The band gap is the energy between the highest occupied and the lowest empty electron state of a crystal. Here it is the difference of two PBE levels in rutile SnO₂, with spin-orbit coupling left out. The volume was changed from row to row, while the oxygen atoms kept their relative positions in the cell. The ratio c/a compares the short edge of the cell with its two equal long edges. The rows are a selection: runs that failed or met a known fault of the program are left out, as are some with graver warnings.

Ansatz 0.2.0, all-electron LAPW calculations with the PBE functional, scalar-relativistic and without spin polarization, for rutile SnO₂ with the atoms held at fixed relative positions. All rows use a 4×4×6 k mesh, Fermi-Dirac smearing of 0.03 eV and a basis error target of 1 meV/atom.

| volume (Å³/atom) | c/a | shortest distance (Å) | band gap (eV) | smallest direct gap on path (eV) |
| --- | --- | --- | --- | --- |
| 11.203 | 0.6726 | 2.006 | 2.007 | 2.007 |
| 11.442 | 0.6726 | 2.020 | 1.745 | 1.745 |
| 11.680 | 0.6726 | 2.034 | 1.495 | 1.495 |
| 11.799 | 0.6726 | 2.041 | 1.374 | 1.374 |
| 11.918 | 0.6726 | 2.048 | 1.256 | 1.256 |
| 12.038 | 0.6726 | 2.054 | 1.141 | 1.141 |
| 12.157 | 0.6726 | 2.061 | 1.028 | 1.028 |
| 12.400 | 0.6594 | 2.074 | 0.876 | 0.876 |
| 12.634 | 0.6726 | 2.088 | 0.603 | 0.603 |

The gap shrinks from every row to the next, from 2.007 eV in the smallest cell to 0.603 eV in the largest. The volume grows by only 13 % in the process, and the bonds by about 4 %. Near 11.918 Å³/atom, one per cent of extra volume costs about 0.12 eV. The smallest direct gap on the path equals the band gap in all rows, so the gap is direct throughout.

**Why expansion closes the gap**

The two edges of the gap belong to different kinds of state. The top of the valence band is built mainly from oxygen 2p lone pairs, which take little part in the bonds to tin. The bottom of the conduction band is built largely from the tin 5s orbital, mixed out of phase with orbitals of the surrounding oxygen atoms. This assignment is standard chemistry of SnO₂. The run at 11.918 Å³/atom was also set to resolve the levels by orbital, but those results are not used here, so the assignment has not been checked against them.

An out-of-phase, or antibonding, state is held up by the overlap between neighbours. If the coupling between tin and oxygen is $V$ and their levels lie $\Delta$ apart, the upper level is raised, as long as $V$ is small compared with $\Delta$, by roughly

$$\delta E \approx \frac{V^2}{\Delta}.$$

With six oxygen neighbours acting together, $V$ is not expected to be very small, so the formula gives the direction of the effect and not its size. Longer bonds mean less overlap, a smaller $V$ and a smaller push. The conduction band edge then sinks towards the lone-pair states, which should feel this loss of overlap much less, and the gap narrows.

Electrostatics works in the same direction. In an ionic crystal the negative oxygen neighbours raise the energy of an electron on tin, and the positive tin neighbours lower it on oxygen. As the ions move apart, both shifts become smaller, which brings the tin and oxygen levels closer together. One effect is expected to work the other way: as the oxygen atoms move apart their bands narrow, which lowers the top of the valence band and offsets part of the closing. The table gives only the combined result, so the shares remain open.

**Why the fall becomes gentler**

Between the two smallest volumes the gap falls by 1.10 eV per Å³/atom; between 12.157 and 12.634 Å³/atom it falls by 0.89. The slope has dropped by about a fifth. Part of this is plain geometry, because bond length grows as the cube root of volume, and the same step in volume stretches the bonds less in a larger cell. That lowers the slope by about 6 %, roughly a third of the drop. The rest means that each further stretch of a bond has less effect. An electrostatic shift, which goes as the inverse of the distance, flattens only slowly over so small a stretch, so most of this is expected to come from the overlap, which decays more steeply.

**The row that was stretched sideways**

The row at 12.400 Å³/atom has a smaller c/a than the others. Its two long edges were stretched by 2 % while the short edge stayed as it was at 11.918 Å³/atom. A uniformly expanded cell of the same volume would have a gap of about 0.81 eV, read from a straight line between its two neighbours in the table. The calculated gap is 0.876 eV, about 0.06 eV higher. The same kind of reading, tried on a uniform row, came out too high by less than 0.01 eV, because the series is curved. The excess is therefore if anything a little larger, and the shape of the cell does matter.

The reason can be sought in the bonds. Each tin atom has two axial bonds, which lie in the plane of the long edges, and four equatorial ones, which also reach along the short edge. Compared with the uniform cell of equal volume, the stretched cell has axial bonds longer by 0.014 Å and equatorial bonds shorter by 0.011 Å. As there are twice as many equatorial bonds, the mean bond is slightly shorter. The column of shortest distances hides this, because it lists an equatorial bond in this row and an axial bond in all the others.

An s orbital is spherical and favours no direction. If the directions of the oxygen orbitals are left aside, the six bonds should therefore count about equally for small changes, and the gap should follow the mean bond length

$$\bar d = \frac{2\,d_{\text{axial}} + 4\,d_{\text{equatorial}}}{6}.$$

The stretched cell has $\bar d = 2.079$ Å. Its neighbours in the uniform series have 2.068 Å with a gap of 1.028 eV, and 2.095 Å with a gap of 0.603 eV. A straight line between these two gives

$$E_{\text{gap}} \approx 1.028 - \frac{2.079-2.068}{2.095-2.068}\,(1.028-0.603) \approx 0.85\ \text{eV}.$$

The gap of the stretched row itself did not enter this estimate. Reading the series at equal mean bond length instead of equal volume removes more than half of the discrepancy and leaves about 0.025 eV, or slightly more once the curvature of the series is allowed for. The remainder is still larger than the error found in the interpolation test. It may come from changed angles or from changed distances between atoms of the same kind, but that is a guess. With a single stretched cell, the estimate makes the bond explanation plausible without proving it. The printed output after this text gives the bond lengths of every row.

**Which volume the quoted gap belongs to**

Because the gap responds so strongly to volume, a computed value means little until the cell is named. In the cell at 11.918 Å³/atom the gap is 1.256 eV, but the same calculation finds this cell under a pressure of nearly 11 GPa. Within the uniform series the pressure vanishes near 12.56 Å³/atom, where the gap is only about 0.67 eV. Choosing one cell or the other changes the answer by almost a factor of two.

Neither value should be taken for the gap of the real material, because PBE is known to make such gaps much too small. In rutile SnO₂, moreover, light is only very weakly absorbed across the smallest direct gap, so the onset of strong absorption lies higher. What the series offers is the response to a change of volume, as PBE describes it. Even that response holds for fixed relative positions: forces on the oxygen atoms remain in nearly all cells, largest in the most compressed one, and letting the atoms follow them would alter the bonds somewhat.

Printed output of the fit:

```
Sn-O bonds from the rutile geometry in Å:
     row  two axial bonds  four equatorial bonds  mean of six
  11.203            2.006                  2.016        2.012
  11.442             2.02                   2.03        2.027
   11.68            2.034                  2.044        2.041
  11.799            2.041                  2.051        2.047
  11.918            2.048                  2.058        2.054
  12.038            2.055                  2.064        2.061
  12.157            2.061                  2.071        2.068
    12.4            2.089                  2.074        2.079
  12.634            2.088                  2.098        2.095
Fall of the gap from first to last row in eV: 1.404
Growth of the volume from first to last row in percent: 12.77
Growth of the axial bond from first to last row in percent: 4.088
Slope between the two smallest volumes in eV per (Å³/atom): -1.096
Slope between 12.157 and 12.634 Å³/atom in eV per (Å³/atom): -0.891
Gap change per 1 percent of volume near the unscaled cell in eV: -0.1162
Uniform series at the volume of the strained row, gap in eV: 0.8115
Strained row above the uniform series at equal volume in eV: 0.06451
Uniform series at the mean bond of the strained row, gap in eV: 0.8515
Strained row above the uniform series at equal mean bond in eV: 0.02451
Error of such an interpolation tested at 11.680 Å³/atom in eV: 0.0055
Axial bond, strained less uniform cell of equal volume in Å: 0.01375
Equatorial bond, strained less uniform cell of equal volume in Å: -0.01077
Mean bond, strained less uniform cell of equal volume in Å: -0.002599
Pressure of the unscaled cell in GPa: 10.75
Volume at zero pressure, interpolated in the uniform series, in Å³/atom: 12.56
Gap at zero pressure, interpolated in the uniform series, in eV: 0.6668
```
